Notes: line shape of the coherent backscattering cone in diffusion theory

Premises and conventions

P1. Scalar monochromatic wave, time factor exp(−iωt). The medium fills z > 0. A plane wave of flux I₀ comes in along +z, and I observe at a small angle θ from exact backscattering, with exit direction cosine μ = cos θ. k₀ = 2π/λ₀, and k = nk₀ in the medium.
P2. Weak disorder, kℓ ≫ 1, with ℓ the scattering mean free path. The averaged amplitude decays as exp(−s/2ℓ) along a path s, the intensity as exp(−s/ℓ).
P3. Isotropic, elastic, static, reciprocal scatterers and a non-reflecting boundary. Isotropy, elasticity, the static assumption and the boundary are relaxed below.
P4. Between first and last scattering the averaged energy density U diffuses with D = vℓ/3, v the transport speed.
The albedo α is the power leaving per steradian and per unit illuminated area, divided by I₀ (unit sr⁻¹).

1. Which products of amplitudes survive the average

The far-field amplitude is a sum over ordered sequences C = (r₁ … r_N) of scatterers, A = Σ a_C exp[i(k_i·r₁ − k_e·r_N)]. In ⟨|A|²⟩ a product of two unrelated sequences has a phase k × (path difference) that is random by P2 and averages out. Two pairings are left. C with itself gives |a_C|², the ladder term. C with its reverse C̃ also survives: reciprocity gives a_C̃ = a_C for the internal part, and the external phase of C̃ is k_i·r_N − k_e·r₁, so the product is |a_C|² exp[i(k_i + k_e)·(r₁ − r_N)], the crossed term. For N = 1 the sequence is its own reverse and is counted once.

The vector k_i + k_e has a transverse part of length q = k sin θ ≈ kθ and a longitudinal part k(1 − cos θ) ≈ kθ²/2. Endpoints differ in depth by about ℓ, so the longitudinal phase is x²/(2kℓ) with x = qℓ, which I drop by P2 for x ≲ 1. Refraction conserves q, so q = kθ_int = k₀θ_ext.

Attenuation of the end legs: in the ladder term both incoming amplitudes end at r₁ and both outgoing ones start at r_N, giving exp(−z/ℓ − z′/μℓ). In the crossed term each end carries one incoming and one outgoing amplitude, giving exp[−(z + z′)(1 + 1/μ)/2ℓ]. For μ → 1 the two coincide.

2. Weights

The beam deposits power I₀ exp(−z/ℓ)/ℓ per volume by first scattering. Let P(r, r′) be the diffuse energy density at r′ per unit power injected at r. The last scattering emits vU/(4πℓ) per volume and steradian. P is Σ|a_C|² over N ≥ 2 in both pairings, so with ρ the transverse separation and P(q; z, z′) = ∫d²ρ P exp(iq·ρ),

α_L(μ) = v/(4πℓ²) ∫∫ dz dz′ exp(−z/ℓ − z′/μℓ) P(0; z, z′)   (1)
α_C(q) = v/(4πℓ²) ∫∫ dz dz′ exp[−(z + z′)/ℓ] P(q; z, z′)   (2)

with z, z′ from 0 to ∞. Hence α_C(0) = α_L(1) whatever P is: the equality rests on reciprocity alone.

3. Boundary condition

The radiance consistent with P4 is L(ŝ) = vU/4π + (3/4π) J·ŝ with J = −D∇U. The flux through the half sphere pointing into the medium is J₊ = 2π∫₀¹ L μ dμ = vU/4 + J_z/2. No diffuse light enters at z = 0, so J₊ = 0 (Marshak's condition), which reads

U = z₀ ∂U/∂z at z = 0, z₀ = 2D/v = 2ℓ/3.   (3)

A linear profile obeying (3) vanishes at z = −z₀. The customary step is to impose U(−z₀) = 0 in place of (3); its cost is given in section 6.

4. Propagator

The transverse transform of −D∇²P = δ(r − r′) is D(q² − ∂²/∂z²)P = δ(z − z′). The solution decaying for z → ∞ and vanishing at −z₀ is the free one minus an image at −z′ − 2z₀:

P(q; z, z′) = [exp(−q|z − z′|) − exp(−q(z + z′ + 2z₀))]/(2Dq).   (4)

The slope of the first term jumps by −1/D at z′ as required, and the two exponents coincide at z = −z₀. For q → 0, P = [min(z, z′) + z₀]/D.

5. The two integrals

Direct term: by symmetry twice the region z′ > z, where the inner integral gives exp(−z/ℓ)/(1/ℓ + q). Then 2∫exp(−2z/ℓ) dz × ℓ/(1 + x) = ℓ²/(1 + x).
Image term: it factorises into exp(−2qz₀) ℓ²/(1 + x)².
Prefactor: v/(4πℓ²) × 1/(2Dq) = 3/(8πxℓ²); v cancels. So α_C = (3/8πx)[(1 + x) − exp(−2qz₀)]/(1 + x)², that is

α_C(q) = (3/8π)(1 + qℓ)⁻² [1 + (1 − exp(−2qz₀))/(qℓ)], q = k|θ|.   (5)

This is the form associated with Akkermans, Wolf and Maynard (1986). I write b = z₀/ℓ and α_C = (3/8π) f(x).

Ladder term. ∫∫ min(z, z′)(…) = ∫₀^∞ dt [ℓ exp(−t/ℓ)][μℓ exp(−t/μℓ)] = μ²ℓ³/(1 + μ), and the z₀ piece gives μℓ²z₀. Then

α_L(μ) = (3/4π) μ [b + μ/(1 + μ)].   (6)

At μ = 1 this is (3/8π)(1 + 2b), equal to the q → 0 limit of (5). For b = 2/3 both are 7/(8π) = 0.279 sr⁻¹. Since μ = 1 − θ²/2, α_L is flat across the cone.

Single scattering has no partner: α₁(μ) = (1/4πℓ)∫exp(−z/ℓ − z/μℓ) dz = μ/[4π(1 + μ)], or 1/(8π) at μ = 1. The peak-to-background ratio of this scalar model is therefore (1 + 14)/(1 + 7) = 1.875 and not 2.

6. Cusp and width

With (1 − exp(−2bx))/x = 2b − 2b²x + … and (1 + x)⁻² = 1 − 2x + …,

f = (1 + 2b) − 2(1 + b)²x + O(x²), α_C ≈ α_C(0) − (3/4π)(1 + b)² kℓ|θ|.   (7)

The term is linear in |θ|: a triangular tip with relative slope 2(1 + b)²/(1 + 2b) = 50/21 = 2.38.

I want to see which paths make it. In time, P(q; z, z′; t) = exp(−Dq²t)(4πDt)^(−1/2){exp[−(z − z′)²/4Dt] − exp[−(z + z′ + 2z₀)²/4Dt]}. The two squares differ by 4(z + z₀)(z′ + z₀), so for long times the bracket tends to (z + z₀)(z′ + z₀)/Dt. The depth integrals give ℓ²(ℓ + z₀)², and the return weight is w(t) = v(ℓ + z₀)²/[4π√(4π)(Dt)^(3/2)]. With ∫₀^∞ (1 − exp(−at)) t^(−3/2) dt = 2√(πa) and a = Dq²,

α_C(0) − α_C(q) ≈ v(ℓ + z₀)² q/(4πD) = (3/4π)(1 + b)² x,

which is (7). The cusp comes wholly from the t^(−3/2) tail of arbitrarily long paths; angle θ probes path lengths s = vt ≈ 3/(q²ℓ).

Half maximum: f(x) = 7/6 is solved by x_½ = 0.334, so

FWHM = 0.668/(kℓ), about 0.7/(kℓ), in internal angle,   (8)

and 0.668/(k₀ℓ) outside. Extending the triangle (7) would give 0.42/(kℓ), so the curvature matters well before half height.

Cost of the image construction. Imposing (3) itself replaces exp(−2qz₀) in (4) by (1 − qz₀)/(1 + qz₀), and then f = (1 + x)⁻²[1 + 2b/(1 + bx)]. The two factors differ first by (2/3)(qz₀)³, so height and cusp slope are untouched; the width coefficient becomes 0.676, a 1 % change.

7. Absorption

An absorption length ℓ_a (intensity loss exp(−s/ℓ_a)) adds v/ℓ_a to the operator: D(q² + 1/L_a² − ∂²/∂z²), with L_a² = Dℓ_a/v = ℓℓ_a/3. In (2) q enters only through P, so every q in (5) is replaced by κ = √(q² + 1/L_a²). The changes in the end legs, in D and in z₀ are of relative order ℓ/ℓ_a = (ℓ/L_a)²/3 and are dropped against ℓ/L_a. For q ≪ 1/L_a, κ ≈ 1/L_a + L_a q²/2: the tip becomes a parabola inside θ_ext ≈ 1/(k₀L_a). The ladder term takes κ = 1/L_a, so α_C(0) = α_L(1) still holds. Absorption lowers peak and background together and, by removing long paths, broadens the cone.

8. Relaxing the other premises

Anisotropy. For a phase function made of a forward delta of weight g plus an isotropic rest, forward events change nothing, and the problem is exactly the isotropic one with ℓ* = ℓ/(1 − g). I replace the phase function of real spheres by this one with g = ⟨cos⟩, so ℓ → ℓ* everywhere in (3) to (8). This reproduces D and the mean advance along the initial direction, ℓ(1 + g + g² + …) = ℓ*, which control the tip. It does not reproduce higher angular moments, so α₁ and the wings are not those of real spheres.

Internal reflection. With reflectance R(μ) for light arriving from inside, J₊ = 2π∫R(μ) L(−μ) μ dμ gives z₀ = (2ℓ*/3)(1 + 3C₂)/(1 − 2C₁), C_m = ∫₀¹ R μ^m dμ. For larger z₀ the mixed form of section 6 is the one to use.

Polarisation. Reciprocity equates the two amplitudes when the detected polarisation vector is the complex conjugate of the incident one: parallel linear, or helicity preserving. In the latter channel exact single backscattering from a sphere vanishes by symmetry, so the ratio 2 is approached. In the crossed channels the equality of section 2 fails. Short paths are weighted differently in each channel, which (5) does not describe.

Motion. A scatterer is visited by C and C̃ at times differing by |T − 2t|, T the transit time, on average T/2. Each event adds phase variance 2k²(1 − g)⟨Δr²⟩/3, and s/ℓ events damp the crossed term by exp(−Φ), Φ = k²⟨Δr²⟩s/(3ℓ*). Since ⟨Δr²⟩ ≤ 6D_B|T − 2t| for Brownian spheres (inertia only lowers it), Φ ≤ k²D_B T s/ℓ*. This acts on α_C only.

9. Range of validity

(a) kℓ ≫ 1; omitted pairings are of relative order 1/kℓ.
(b) Boundary layer. Both endpoints lie within about ℓ of the surface, where diffusion is only approximate. An internal test: a lossless half space must return all the flux. The hemisphere integrals of (6) and α₁ are 0.790 and 0.153, in sum ¼ + ln 2 = 0.943. The error is 6 %, so heights and the coefficient in (8) deserve two figures.
(c) qℓ ≲ 1. For isotropic scattering in bulk the single-flight kernel exp(−r/ℓ)/(4πvr²) transforms to (ℓ/v)A with A = arctan(x)/x, and the exact ladder sum is (ℓ/v)A/(1 − A), against 3ℓ/(vx²) for diffusion. The ratio is 1.03 at x_½ and 1.22 at x = 1. For x ≫ 1 the double-scattering term alone gives v/(4πℓ²) × (ℓ/2) × π/(2vq) = 1/(16x), which overtakes the diffusion wing 3/(8πx²) at x = 6/π = 1.9. The x⁻² wing of (5) is thus an artefact.
(d) The cusp holds only outside the rounding angles set by L_a, sample thickness L (about 1/k₀L), beam width, angular resolution and Φ.
(e) ℓ* ≪ L_a, and a polarisation-preserving channel.

10. Numbers for polystyrene spheres in water at 633 nm

Inputs, all typical or approximate: n = 1.33; spheres of 0.46 µm diameter near 10 % by volume with ℓ* = 20 µm and g = 0.8; water ℓ_a = 3 m; viscosity 1.0 mPa s at 293 K; cell depth 10 mm.

k₀ = 9.926 µm⁻¹, k = 13.20 µm⁻¹, ℓ = 4 µm, kℓ = 53, kℓ* = 264, k₀ℓ* = 198.5. The longitudinal phase at x_½ is 2.1 × 10⁻⁴ rad, negligible.

Non-reflecting boundary: the model's FWHM is 3.4 mrad in air (2.5 mrad inside), made by paths of about 3ℓ*/x_½² = 0.54 mm. The limit x = 1 lies at 5.0 mrad.

Tip in plain water: L_a = 4.5 mm, rounding angle 23 µrad, peak lowered by 1.1 %. The cell depth gives 10 µrad. With D_B = k_BT/(3πηd) = 0.93 µm²/s, a 3 m path (13 ns) has Φ ≤ 0.32, so motion can rival water absorption at the very tip, while for 0.54 mm paths Φ ≤ 1.0 × 10⁻⁸.

With an added absorber chosen so that L_a = 200 µm (ℓ_a = 6 mm, ℓ*/ℓ_a = 0.003): rounding angle 0.50 mrad, half maximum at x = 0.454, FWHM 4.6 mrad.

α_C in units of the lossless peak 7/(8π):
θ_ext (mrad)      0      0.5    1      2      4
lossless          1      0.80   0.65   0.45   0.24
L_a = 200 µm      0.80   0.73   0.62   0.44   0.24

The absorber cuts the tip and leaves the wing, as section 7 says.

The largest correction is the boundary. For a free water–air surface the unpolarised Fresnel reflectance gives 2C₁ = 0.47 and 3C₂ = 0.33, so z₀ = 1.7ℓ*, the width coefficient of the mixed form falls to 0.49, and the FWHM to 2.5 mrad in air. Behind a window much thicker than ℓ* the light reflected at the outer face re-enters far away, and a local z₀ no longer describes it. The model's width for these inputs is therefore 2.5 to 3.4 mrad depending on the interface. Cones a few mrad wide are typical for such suspensions; since ℓ* was chosen as a typical value and is itself commonly inferred from cone widths, this is consistency of scale and no test of (5).